**Method and basis errors in the Si–Cl bond energy of C₂H₈ClNSi₂**

The table holds the errors of HF, MP2, CCSD, CCSD(T) and phaseless and released AFQMC in def2-SVP, and of HF, MP2 and CCSD(T) at the basis limit, against a best estimate of 5.084 eV with 35.9 meV of noise. The program fits nothing: it splits the errors into method and basis parts, sets differences against the noise, and infers fragment energy steps from molecular totals of the same runs. The basis shift is 46 meV for HF, 545 meV for MP2 and 481 meV for CCSD(T), and the small MP2 error in def2-SVP is a cancellation of +167 and −481 meV. One parameter-free estimate, CCSD(T)/def2-SVP plus the MP2 basis shift, overshoots CCSD(T) at the limit by 64 meV. CCSD(T) and the two AFQMC values are not resolved from one another, and the −11 meV of CCSD(T)/CBS follows from the construction of the best estimate.

Calculated values. Si–Cl bond energy of C2H8ClNSi2 from afq 1 (own AFQMC program) and Ansatz 0.2.0, with RHF for the molecule, UHF for the fragments, frozen cores and PBE0/def2-SVP shapes. Rows without CBS use def2-SVP; CBS is the def2-TZVPP/QZVPP limit, with the CCSD(T) step above def2-TZVPP taken from MP2. The best estimate is CCSD(T)/CBS plus the def2-SVP step to released AFQMC.

## Script

```python
# Table: Si-Cl bond energy of C2H8ClNSi2 (relaxed fragments minus molecule), error of each level against the
# best estimate at the basis limit, meV. HF, MP2, CCSD, CCSD(T), own AFQMC in def2-SVP; HF, MP2, CCSD(T) at the limit.
# Tested: split of errors into method and basis, noise ratios, and the MP2 basis shift carried over to CCSD(T).
T = {
    'row_level': ['HF', 'MP2', 'CCSD', 'CCSD(T)', 'ph-AFQMC/CISD', 'released AFQMC', 'HF/CBS', 'MP2/CBS', 'CCSD(T)/CBS'],
    'row_error': [-1277.0, -314.0, -543.0, -492.0, -483.0, -481.0, -1231.0, 231.0, -11.0],  # meV
    'row_noise': [0.0, 0.0, 0.0, 0.0, 22.0, 36.0, 0.0, 0.0, 0.0],  # meV
}
import numpy as np
from scipy.constants import k, e
E = dict(zip(T['row_level'], T['row_error']))
N = dict(zip(T['row_level'], T['row_noise']))
best, nbest = 5084.0, 35.9  # best estimate and its noise from the caption, meV
# molecule in def2-SVP, further outputs of the same runs, eV
hf, mp2, cc, cct, ph, pherr = -31888.296, -31908.9389, -31910.9602, -31911.6357, -31911.7038, 0.014721
rel, relerr = [-31911.7273, -31911.7586, -31911.7602, -31911.7442], [0.023971, 0.01874, 0.023141, 0.032622]
target = 0.00036 * 27.211386 * 1000  # target error of the walk, Eh to meV
si, cl = np.array([1.53, 1.69, -0.07]), np.array([0.96, 2.28, 1.85])  # geometry of the run
R, P, C = 'released AFQMC', 'ph-AFQMC/CISD', 'CCSD(T)'
print('Si-Cl distance %.2f A; rounding 0.5 meV per entry, up to 1 meV per difference' % np.linalg.norm(si - cl))
print('Bond energy (eV), error (meV), error (%% of best %.3f eV), noise (meV)' % (best / 1000))
for l in T['row_level']:
    print('  %-15s %.3f %+6.0f %+6.1f %4.0f' % (l, (best + E[l]) / 1000, E[l], 100 * E[l] / best, N[l]))
print('In SVP, level less released AFQMC (meV), and in units of its %.0f meV noise' % N[R])
for l in ['HF', 'MP2', 'CCSD', C, P]:
    print('  %-15s %+5.0f  %.1f' % (l, E[l] - E[R], abs(E[l] - E[R]) / N[R]))
print('ph-AFQMC less CCSD(T): %+.0f meV = %.1f of its %.0f meV noise' % (E[P] - E[C], (E[P] - E[C]) / N[P], N[P]))
S = {l: E[l + '/CBS'] - E[l] for l in ['HF', 'MP2', C]}
print('Basis shift SVP to limit (meV): HF %+.0f, MP2 %+.0f, CCSD(T) %+.0f' % (S['HF'], S['MP2'], S[C]))
for l in ['MP2', C]:
    a, b = E[l] - E['HF'], E[l + '/CBS'] - E['HF/CBS']
    print('%s correlation in bond: SVP %.0f, limit %.0f, shift %.0f meV; SVP holds %.0f%%; HF is %.0f%% of shift'
          % (l, a, b, b - a, 100 * a / b, 100 * S['HF'] / S[l]))
print('Correlation share of best estimate %.0f meV = %.1f%%' % (-E['HF/CBS'], -100 * E['HF/CBS'] / best))
print('MP2/SVP error %+.0f = method %+.0f plus basis %+.0f meV' % (E['MP2'], E['MP2'] - E[R], E[R]))
dS, dL = E['MP2'] - E[C], E['MP2/CBS'] - E[C + '/CBS']
print('MP2 less CCSD(T): SVP %+.0f, limit %+.0f meV; MP2/CBS error = %.1f noise units' % (dS, dL, E['MP2/CBS'] / nbest))
est = E[C] + S['MP2']
print('CCSD(T)/SVP plus MP2 shift: error %+.0f meV; above CCSD(T)/CBS by %.0f meV (%.0f%% of its shift)'
      % (est, est - E[C + '/CBS'], 100 * (est - E[C + '/CBS']) / S[C]))
print('CCSD(T)/CBS error %+.0f; SVP step CCSD(T) less released %+.0f meV (same by construction)'
      % (E[C + '/CBS'], E[C] - E[R]))
print('Doubly occupied valence orbitals: molecule 18, fragments %d + %d' % ((36 - 7) // 2, 7 // 2))
cm = (cct - hf) * 1000
print('Molecule CCSD(T) correlation %.0f meV, %.0f per pair; bond part is %.1f%% of it'
      % (cm, cm / 18, -100 * (E[C] - E['HF']) / cm))
print('Step between levels (meV): molecule, bond, implied sum of fragments')
for name, dm, db in [('CCSD less MP2', cc - mp2, E['CCSD'] - E['MP2']), ('triples', cct - cc, E[C] - E['CCSD']),
                     ('ph-AFQMC less CCSD(T)', ph - cct, E[P] - E[C])]:
    print('  %-22s %+6.0f %+5.0f %+6.0f' % (name, dm * 1000, db, dm * 1000 + db))
print('Triples in bond are %.1f%% of triples in molecule' % (-100 * (E[C] - E['CCSD']) / ((cct - cc) * 1000)))
print('Molecule phaseless error %.1f meV, target %.1f; implied fragment noise %.0f meV'
      % (pherr * 1000, target, np.sqrt(N[P] ** 2 - (pherr * 1000) ** 2)))
print('Molecule released less CCSD(T), meV: '
      + ', '.join('%+.0f(%.0f)' % ((a - cct) * 1000, b * 1000) for a, b in zip(rel, relerr)))
print('Best estimate %.2f +- %.2f eV (%.1f%%)' % (best / 1000, nbest / 1000, 100 * nbest / best))
kT = k * 700 / e * 1000
print('kT at an illustrative 700 K %.0f meV; exp(error/kT): noise %.1f, MP2/CBS %.0f, CCSD(T)/SVP %.0f'
      % (kT, np.exp(nbest / kT), np.exp(abs(E['MP2/CBS']) / kT), np.exp(abs(E[C]) / kT)))
assert E['MP2'] < 0 < E['MP2/CBS'] and E['MP2'] > E[R]
assert 0 < S['HF'] < 0.2 * min(S['MP2'], S[C])
assert abs(E[C + '/CBS'] - (E[C] - E[R])) <= 1.5
assert abs(E[C] - E[R]) < N[R] and abs(E[P] - E[C]) < N[P]
```

Output:

```
Si-Cl distance 2.09 A; rounding 0.5 meV per entry, up to 1 meV per difference
Bond energy (eV), error (meV), error (% of best 5.084 eV), noise (meV)
  HF              3.807  -1277  -25.1    0
  MP2             4.770   -314   -6.2    0
  CCSD            4.541   -543  -10.7    0
  CCSD(T)         4.592   -492   -9.7    0
  ph-AFQMC/CISD   4.601   -483   -9.5   22
  released AFQMC  4.603   -481   -9.5   36
  HF/CBS          3.853  -1231  -24.2    0
  MP2/CBS         5.315   +231   +4.5    0
  CCSD(T)/CBS     5.073    -11   -0.2    0
In SVP, level less released AFQMC (meV), and in units of its 36 meV noise
  HF               -796  22.1
  MP2              +167  4.6
  CCSD              -62  1.7
  CCSD(T)           -11  0.3
  ph-AFQMC/CISD      -2  0.1
ph-AFQMC less CCSD(T): +9 meV = 0.4 of its 22 meV noise
Basis shift SVP to limit (meV): HF +46, MP2 +545, CCSD(T) +481
MP2 correlation in bond: SVP 963, limit 1462, shift 499 meV; SVP holds 66%; HF is 8% of shift
CCSD(T) correlation in bond: SVP 785, limit 1220, shift 435 meV; SVP holds 64%; HF is 10% of shift
Correlation share of best estimate 1231 meV = 24.2%
MP2/SVP error -314 = method +167 plus basis -481 meV
MP2 less CCSD(T): SVP +178, limit +242 meV; MP2/CBS error = 6.4 noise units
CCSD(T)/SVP plus MP2 shift: error +53 meV; above CCSD(T)/CBS by 64 meV (13% of its shift)
CCSD(T)/CBS error -11; SVP step CCSD(T) less released -11 meV (same by construction)
Doubly occupied valence orbitals: molecule 18, fragments 14 + 3
Molecule CCSD(T) correlation -23340 meV, -1297 per pair; bond part is 3.4% of it
Step between levels (meV): molecule, bond, implied sum of fragments
  CCSD less MP2           -2021  -229  -2250
  triples                  -675   +51   -624
  ph-AFQMC less CCSD(T)     -68    +9    -59
Triples in bond are 7.5% of triples in molecule
Molecule phaseless error 14.7 meV, target 9.8; implied fragment noise 16 meV
Molecule released less CCSD(T), meV: -92(24), -123(19), -125(23), -109(33)
Best estimate 5.08 +- 0.04 eV (0.7%)
kT at an illustrative 700 K 60 meV; exp(error/kT): noise 1.8, MP2/CBS 46, CCSD(T)/SVP 3485
```
